The runs below describe one piece of copper. The atoms sit in the same hexagonal close-packed cell each time, and only the mesh of k points changes, the grid of wave vectors over which the electron energies are averaged. The column "energy less reference" compares each free energy with that of the 12x12x7 mesh.

Ansatz 0.2.0, r2SCAN single points on hexagonal close-packed Cu (2 atoms per cell), without spin polarization, using PAW, plane-wave cutoffs of 530.62 eV (density 2122.5 eV), unshifted k meshes and 0.1 eV Fermi–Dirac smearing. Energies are free energies relative to the 12x12x7 mesh; positive pressure means compression.

```
 k mesh  energy less reference (meV/atom)  pressure (GPa)
  3x3x2                           -151.68          -0.790
  5x5x3                            -79.17          -0.290
  6x6x4                             18.68           0.740
  8x8x5                             18.22           0.760
10x10x6                              1.49           0.450
```

### 1. The 3x3x2 mesh gives the lowest energy. Is it the best result?

No, its energy is the furthest from the reference. A richer basis can only lower a variational energy, but a finer k mesh replaces one average by another, usually a better one, and a poor average may fall on either side. The 3x3x2 value is 152 meV/atom too low against the reference, while 6x6x4 is 19 meV/atom too high. An energy below the reference is here a sampling error and not a more stable state.

### 2. Why does the error change sign?

Copper is a metal, so some of its bands are only partly filled. In k space the filled part ends at a sharp boundary, the Fermi surface. Count each occupied state by its energy relative to the Fermi level, and each empty state as zero. This function is continuous at the boundary, but its slope jumps there.

A mesh average of a periodic function equals the exact average plus its Fourier terms at certain repeat lengths R. For n divisions along an edge of length a, the shortest is R = n·a. If the Fermi surface is a sphere of radius k_F, the jump in slope makes these terms oscillate as sin(k_F·R) and shrink as 1/R³ at large R. If all directions are refined alike, the ceiling of the error therefore falls in inverse proportion to the number of k points, while the sine decides the sign and how much of the ceiling is reached.

### 3. Can the size be estimated by hand?

Yes, if copper is treated as a gas with one free electron per atom. Each repeat vector of length R then contributes

δE = (2·E_F·V/π²) · sin(k_F·R)/R³

per atom, where V is the volume per atom and E_F the Fermi energy. No constant is adjusted to the table. For the 5x5x3 mesh the steps are:

- V = 11.44 Å³ gives k_F = (3π²/V)^(1/3) = 1.373 Å⁻¹ and E_F ≈ 7.2 eV, so the prefactor is about 16.7 eV·Å³.
- Six in-plane repeats have R = 5 × 2.534 = 12.67 Å. Their sine is −0.99, and together they give −49 meV.
- Two repeats along the hexagonal axis have R = 3 × 4.113 = 12.34 Å. Their sine is −0.94, and they add −17 meV.

The sum is −66 meV/atom. The same sum for the reference mesh is −1.5, which leaves about −64, against −79 in the table.

With these eight repeats the estimate has the correct sign for every mesh, but its size is only a guide. It gives −249 meV/atom for 3x3x2, far too much, and 7 for 8x8x5, where the table has 18. Including the next twelve repeats changes the values noticeably and turns the sign for 10x10x6, so the close agreement there with eight repeats should not be trusted. The formula also assumes a spherical Fermi surface and a nearly correct Fermi level, whereas, against the reference, the 3x3x2 run misplaces that level by 1.1 eV and the 5x5x3 run by 0.7 eV. The fair agreement in the worked example may therefore be partly luck.

### 4. The 6x6x4 and 8x8x5 energies agree within 0.5 meV/atom. May one stop there?

This is the trap in the table. The two pressures agree as well, to about 0.02 GPa, and a routine test that compares two successive meshes would declare success. The next mesh, 10x10x6, then lowers the energy by 17 meV/atom.

An oscillating error can take the same value twice on its way down. The free-electron estimate does not reproduce this plateau reliably, because its two values depend on how many repeats are summed. It does show why agreement between two meshes is weak evidence. A safer test asks that several successive meshes stay within the tolerance, and that the spread among them shrinks.

### 5. Would a wider smearing help, or a material with a gap?

Smearing rounds off the edge of the occupied region, but 0.1 eV is a small width here. In the free-electron picture, neighbouring in-plane points of the reference mesh can differ by about 2.5 eV near the Fermi surface. The smearing therefore leaves 87 % of the main in-plane error term on that mesh; at 0.4 eV only 19 % would remain.

The wider setting has its own price. Extrapolating the reference run to zero smearing raises its energy by about 7 meV/atom. This shift grows roughly with the square of the width, so a fourfold width would bring it to about 16 × 7 meV, or 0.1 eV/atom. Smearing is not the origin of the errors in the table either: with the same extrapolation in every run, 3x3x2 is still 136 meV/atom too low and the false plateau stays near 20.

A semiconductor such as silicon behaves differently because its bands are either full or empty. There is no Fermi surface and no jump in slope, so the error terms die away exponentially with R. A mesh that serves well for silicon is therefore no guide for copper.

### 6. Does a small pressure mean that the cell is nearly relaxed?

The 5x5x3 mesh shows how misleading that reading can be. Its pressure is only −0.29 GPa, but this is the mean of three stresses that nearly cancel: −1.89 GPa along each in-plane direction and +2.91 GPa along the hexagonal axis, positive meaning compression. A relaxation on this mesh would shrink the cell in the plane and stretch it along the axis. The reference mesh gives 0.17 and 0.91 GPa for the same atoms, so most of that drive is a sampling error.

The mean pressure is the more forgiving quantity. When the cell is scaled uniformly, k_F shrinks as R grows, and the sine stays fixed. Only E_F changes, as V^(−2/3), so the pressure error should be two thirds of the energy error divided by the volume. For 5x5x3 this predicts −0.74 GPa, and the computed error is −0.70. On the three finer meshes the computed error has the predicted sign but is about twice as large or somewhat more, for which the data offer no tested reason.

A change of shape at constant volume is another matter. It alters R but not k_F, so the sine itself moves, and theory then expects the error to fall only as 1/R². The runs agree in one respect: on every mesh the axial-minus-in-plane stress is further from its reference value than the mean pressure is. At 10x10x6 the first error is 0.36 GPa and the second about a tenth of that. The free-electron formula is a poor guide to the actual values, however; it has the wrong sign for 3x3x2 and is about ten times too small for 6x6x4.

### 7. Which digits can be trusted?

The large errors are secure as rough sizes: about 150 meV/atom for 3x3x2 and 80 for 5x5x3. The 1.5 meV/atom of 10x10x6 is less certain, because it measures the distance to a reference that has not itself been checked against a denser mesh. The free-electron sum puts the error of that reference at the order of 1 meV/atom, with a sign that depends on the number of repeats included. With eight repeats, however, the same sum misses the 8x8x5 error by more than 10 meV/atom, so an error of a few meV/atom in the reference cannot be ruled out. For meshes as coarse as these five, the makers of the data quote errors of up to 40 meV/atom. That figure comes from their tests on other systems, not from these runs, and the two coarsest meshes here exceed it. The table is also a selection: failed runs and some with graver warnings were left out, so meshes may be missing from the series.

What this means in practice depends on the quantity wanted. The energy difference between hexagonal and cubic stacking in copper was not computed here, but it is expected to be only of the order of 10 meV/atom, so the false plateau alone could swamp it. The error need not cancel between the two structures either, since the cubic cell has other repeat lengths and hence other sines. Each structure needs its own series of meshes, continued beyond 12x12x7. If the cell shape is to be relaxed, the series should be judged by the separate stresses, because the energy and the mean pressure can look settled first.
